Spin-orbit coupling lets a molecule pass between singlet and triplet states. The table gives its strength for seven fluorinated molecules and three pairs of states: the ground state S0 with the lowest triplet T1, and the first excited singlet S1 with T1 and with the second triplet T2.

Spin-orbit couplings of seven neutral fluorinated molecules in the gas phase, computed with PySCF 2.14.0 at the Tamm-Dancoff PBE0/def2-SVP level (density fitting, core frozen in the response, mean-field spin-orbit operator) on one GFN2-xTB geometry each. Each coupling is the root of the summed squared moduli over the three triplet sublevels.

```tsv
system	singlets sought	triplets sought	formula	coupling s0 t1 (cm^-1)	coupling s1 t1 (cm^-1)	coupling s1 t2 (cm^-1)
Fc1ccc2ccc3ccccc3c2c1	5	4	C14H9F	0.02	0.040	0.010
FB(F)c1ccc(-c2ccccc2)cc1	8	5	C12H9BF2	0.32	0.150	0.500
N#CC(F)=C=CF	8	6	C4HF2N	0.47	7.880	10.210
FC(F)(F)c1cccc(-n2cccc2)c1	8	6	C11H8F3N	1.61	0.290	0.690
CC1(F)C=CC=CC=C1	8	4	C8H9F	1.69	0.430	2.250
C=C[C@@H]1/C(=C\C)[C@H]1F	8	5	C7H9F	1.80	3.900	4.270
CB(C)C1=CC(=O)C(F)=CC1=O	6	6	C8H8BFO2	55.94	0.180	1.160
```

### 1. Does the heaviest atom set the size of the S0–T1 coupling?

No. Fluorine is the heaviest atom in every molecule, yet the coupling runs from 0.02 to 55.94 cm⁻¹. The number of fluorine atoms doesn't order it either, because the two extremes, the phenanthrene and the quinone, carry one each. A heavy atom supplies a strong spin-orbit field, but the field only acts if the two states differ in the right way. The spread therefore has to be sought in the orbitals and in the atoms on which they lie.

### 2. What sets the quinone apart?

Its S0–T1 coupling is about 31 times the next largest. The spin-orbit operator changes how the electron spins are combined and at the same time turns a p orbital into a perpendicular p orbital on the same atom. More than half of the quinone's highest occupied orbital sits on the two oxygens, as befits lone pairs (n) lying in the molecular plane. The lowest empty orbital is of π* type, built from p orbitals that stand upright on the same oxygens. Lifting an electron from n to π* is thus exactly the turn that the operator needs.

In the aromatic molecules the low triplets are ππ* states: the electron leaves an upright p orbital and arrives in another upright one. Without a turn, only small contributions remain. This is El-Sayed's rule, and it accounts for the tiny values of the flat phenanthrene.

### 3. Can oxygen alone give a coupling of this size?

A short estimate shows that it can. Let ζ be the spin-orbit constant of an oxygen 2p electron, roughly 150 cm⁻¹ (a recalled value). The triplet contains an up-spin and a down-spin excitation, each with amplitude 1/√2. Each contributes ζ/2 times the overlap of n with the turned π* orbital, and the two contributions add. On each oxygen that overlap is the square root of the product of the two orbital populations, which come from the same calculation:

coupling ≈ (ζ/√2) × [√(0.278 × 0.172) + √(0.263 × 0.189)] ≈ 106 cm⁻¹ × 0.44 ≈ 47 cm⁻¹

The full calculation gives 55.94 cm⁻¹. No constant was adjusted to the table, but the estimate assumes that T1 is the pure n→π* excitation and that the two oxygens add. With opposite phases they would nearly cancel. The agreement therefore supports the order of magnitude, some tens of cm⁻¹, and no more.

### 4. Why, then, is the quinone's S1–T1 coupling only 0.18 cm⁻¹?

The atoms are the same and so is T1; only the singlet has changed, and the coupling has fallen about 300-fold. This is what theory expects if S1 is the n→π* singlet, the partner of T1. Both states then have one electron in n and one in π*, so no orbital is left to turn. A real orbital coupled with itself carries no orbital angular momentum, and the spin-orbit term vanishes. The contrast within one molecule is the clearest sign in the table that the change of orbital matters more than the atoms present.

### 5. Why does the allene show the opposite pattern?

In the allene N#CC(F)=C=CF, the S1–T1 coupling is about 17 times the S0–T1 coupling. The two ends of an allene stand at right angles, as the computed geometry confirms, so the molecule has two perpendicular π systems that meet at the central carbon. Its two highest occupied orbitals lie only about 0.2 eV apart, and both have a large share on that carbon. If S1 and T1 have their holes in different π systems, going from one to the other turns a p orbital on the central carbon, and the coupling is allowed.

S0–T1 stays small if T1 is an excitation within a single π system. The frontier orbitals make this assignment likely, though the states themselves were not taken apart. The lesson is that two excited ππ* states can couple well when their π systems are perpendicular.

### 6. What would change if bromine replaced fluorine?

Bromine has a much larger spin-orbit constant, so couplings should mostly rise wherever the orbitals that change between the two states reach the halogen. The turn of a p orbital is still required, now on bromine. In the quinone the frontier orbitals have their largest shares elsewhere, so the oxygen contribution should survive nearly unchanged, joined by a bromine part that may add to it or subtract from it. In the phenanthrene there is almost nothing to begin with, and even a small bromine part could dominate. These are expectations from theory, which the table doesn't test.

### 7. Which digits can be trusted?

The large contrasts lie far beyond any rounding, but the fine ranking doesn't. For the phenanthrene the table suggests that S1 couples four times as strongly to T1 as to T2. With one more digit the same calculation gives 0.035 and 0.005 cm⁻¹, a ratio of seven. Likewise, the S0–T1 values of 1.61, 1.69 and 1.80 cm⁻¹ are too close to be ranked at a single level of theory and for one conformer each.

A larger uncertainty lies in the order of the states. In the cycloheptatriene, S2 lies only about 0.3 eV above S1, and its coupling to T1 is 12 times as strong. A functional that exchanged the two singlets would change the S1–T1 entry by about that factor. The arylpyrrole is open to the same doubt: its S1 moves charge from the pyrrole to the benzene ring, and PBE0 may place such a state too low. Even the quinone's lead in the S0–T1 column holds only as long as its lowest triplet is n→π*.

### 8. Do the lowest states reveal how strongly a molecule can couple?

Not always. The cyclopropane has no lone pair on oxygen, and its S0–T1 coupling is only 1.80 cm⁻¹. Yet S0 couples to T4 with 20.55 cm⁻¹. In T4 the hole lies mainly on ring carbons and fluorine, which points to a σ orbital in the ring. A σ→π* excitation turns a p orbital much as n→π* does. Fluorine carries about 17 % of the hole, so part of the coupling may come from its own p orbitals.

This suggests a practical order of work, for which the output below collects the ratios. First find out which orbitals the two states occupy, and ask whether going from one to the other turns a p orbital on a shared atom. Only then ask how heavy that atom is. For crossing out of S1, check every triplet below it or close to it: in six of the seven molecules the computed coupling to T2 exceeds that to T1, though the values of the phenanthrene (the exception) and of the boron-bearing biphenyl are too small to rank. The coupling is only one part of the rate, which also depends on the energy gap between the states.

The analysis program printed:

```
Fluorine count and couplings in cm^-1:
                         row  F atoms  S0-T1  S1-T1  S1-T2
       Fc1ccc2ccc3ccccc3c2c1        1   0.02   0.04   0.01
    FB(F)c1ccc(-c2ccccc2)cc1        2   0.32   0.15    0.5
                N#CC(F)=C=CF        2   0.47   7.88  10.21
  FC(F)(F)c1cccc(-n2cccc2)c1        3   1.61   0.29   0.69
            CC1(F)C=CC=CC=C1        1   1.69   0.43   2.25
   C=C[C@@H]1/C(=C\C)[C@H]1F        1    1.8    3.9   4.27
    CB(C)C1=CC(=O)C(F)=CC1=O        1  55.94   0.18   1.16
Second largest S0-T1 coupling (cm^-1): 1.8
Quinone S0-T1 over the second largest S0-T1 (ratio): 31.08
Quinone S0-T1 over its own S1-T1 (ratio): 310.8
Allene S1-T1 over its own S0-T1 (ratio): 16.77
Smallest S0-T1 among molecules with one F (cm^-1): 0.02
Largest S0-T1 among molecules with one F (cm^-1): 55.94
Rows where S1-T2 exceeds S1-T1 (count of 7): 6
Rough quinone S0-T1 estimate with both oxygens adding (cm^-1): 46.84
Cyclopropane S1-T4 over its S1-T2 (ratio): 4.324
Cyclopropane S0-T4 over its S0-T1 (ratio): 11.42
Cycloheptatriene S1-T3 over its S1-T2 (ratio): 3.223
Cycloheptatriene S2-T1 over its S1-T1 (ratio): 12.04
Phenanthrene S1-T1 over S1-T2 from the rounded table (ratio): 4
Phenanthrene S1-T1 over S1-T2 with one more digit (ratio): 7
```
